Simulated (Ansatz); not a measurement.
# Ta$_{2}$O$_{5}$: do energies and stresses tell the same story?

Method: DFT r2SCAN, scalar-relativistic, plane waves, PAW (Ansatz 0.2.0).

Plane waves to 500 eV, a k mesh through Γ of 6×6×4 on the computed 14-atom cell and Gaussian smearing (0.02 eV); no spin polarisation.

Relaxed cell: C2/c, a = 12.819 Å, b = 4.868 Å, c = 5.534 Å, α = 90.00°, β = 103.83°, γ = 90.00°, 14 atoms in the primitive cell.

Energies at zero smearing and pressures from the stress tensor, at volumes with shape and atoms relaxed:
```csv
V (Å³/atom),E − E(first) (meV/atom),P (GPa)
11.257,0.00,8.92
11.616,-14.48,4.12
11.975,-18.99,0.00
12.335,-14.80,-3.68
12.694,-2.77,-7.02
```

Problem. Check P = −dE/dV between neighbouring volumes, and get the bulk modulus from the pressures alone.

Solution. With 1 eV/Å³ = 160.2 GPa:
```tsv
middle V (Å³/atom)	−ΔE/ΔV (GPa)	mean P (GPa)
11.436	6.456	6.522
11.796	2.015	2.061
12.155	-1.869	-1.839
12.514	-5.366	-5.347
```

The two differ by 0.07 GPa at most. The mean of two end pressures misses the average over a step by about ΔV² P″/12, up to 0.07 GPa here; with that taken off 0.01 GPa remains. Around V = 11.975 Å³/atom, the two neighbours give B = −V ΔP/ΔV = 11.975 × 7.80 / 0.719 = 130.0 GPa, against B0 = 130.4 GPa from the Birch–Murnaghan fit of the energies.

Spin–orbit coupling is left out, which can shift energies with elements as heavy as these.

Cost: 6 runs of about 86 core-minutes in all, on Intel Xeon Processor @ 2.50GHz (Skylake/Cascade Lake) (shared hosts).

The stress tensor and the energy curve describe the same equation of state, and the small remainder has a recognisable form. The mean end pressure lies above the energy slope in every interval, and the gap narrows steadily on expansion. That is what a convex pressure curve produces: short-range repulsion between the ion cores and filled shells rises steeply on compression, so the oxide stiffens when squeezed and softens when stretched. A sizeable Pulay stress would instead appear as a nearly uniform offset, of which little is left here.

The bulk modulus of about 130 GPa fits a framework of strong, polar Ta–O bonds, in which formally empty Ta 5d states mix with O 2p. Because shape and atoms relax at each volume, part of the compression is probably taken up by changes in Ta–O–Ta angles rather than by bond shortening alone. The agreement establishes internal consistency, not the accuracy of the functional for the volume or stiffness of the real material.
